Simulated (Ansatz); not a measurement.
Relaxed bulk W, space group Im-3m (No. 229):

```yaml
crystal:
  lattice:
    - [-1.59177, 1.59177, 1.59177]
    - [1.59177, -1.59177, 1.59177]
    - [1.59177, 1.59177, -1.59177]
  atoms:
    - { symbol: W, position: [0.00000, 0.00000, 0.00000] }
```

Miller indices refer to the conventional cell of Im-3m (No. 229), a = 3.184 Å, b = 3.184 Å, c = 3.184 Å, α = 90.00°, β = 90.00°, γ = 90.00°.

Consider the (100) slab of 7 planes, 9.6 Å thick with 15 Å of vacuum as cut; outer planes W (top) and W (bottom), all atoms relaxed.

All numbers below come from DFT PBE, scalar-relativistic, plane waves, PAW in Ansatz 0.2.0. Plane waves to 420 eV, a k mesh through Γ of 11×11×1 on the computed 7-atom cell and Gaussian smearing (0.10 eV); no spin polarisation. The cell repeats along c with a dipole correction in the vacuum.

Task: Give the surface energy (mean of both faces).

Result: 3.98 J/m².

Task: Estimate the work function.

Result: 4.11 eV.

Task: The top two planes lie 1.592 Å apart in the bulk. How does relaxation change this?

Result: The spacing becomes 1.415 Å (-11.1 %).

Slabs this thin can still miss converged surface energies by a few hundredths of a J/m² and work functions by about a tenth of an eV.

Spin-orbit coupling is left out, which matters for the bands of heavy elements.

γ = (E_slab − N·E_bulk)/2A = 5.037 eV / (2 × 10.13 Å²) = 248.5 meV/Å² = 3.98 J/m², with N = 7 atoms. The cut crosses 4 bonds a cell (neighbours within 10 % of the shortest distances), so each costs 1.26 eV on this count. The top spacing shrinks by 11.1 %, as is usual at a metal's surface, where atoms that lost neighbours bind closer to those left; the next one widens by 2.2 %, so the relaxation alternates in sign.

The high surface energy of 3.98 J/m² reflects tungsten's roughly half-filled d band, in which mostly bonding states are occupied and cohesion is near its strongest. On the open (100) face, each outer atom loses half its nearest neighbours. The 1.26 eV per cut bond is well below the bulk cohesive energy shared out over nearest-neighbour bonds, because bond strength rises as coordination falls. It is therefore an effective cost of cutting, not a transferable bond energy. The 11.1 % contraction fits the same picture, with d-electron back-bonds strengthening and charge smoothing over the open face pulling the outer plane inward.

The work function of 4.11 eV is clearly below the values usually measured for clean W(100), probably in large part because of PBE's tendency to underestimate work functions. Clean W(100) is also known to reconstruct on cooling through lateral zigzag displacements. With one atom per plane, the cell excludes that pattern, so these results describe the unreconstructed surface and do not establish it as the ground state.
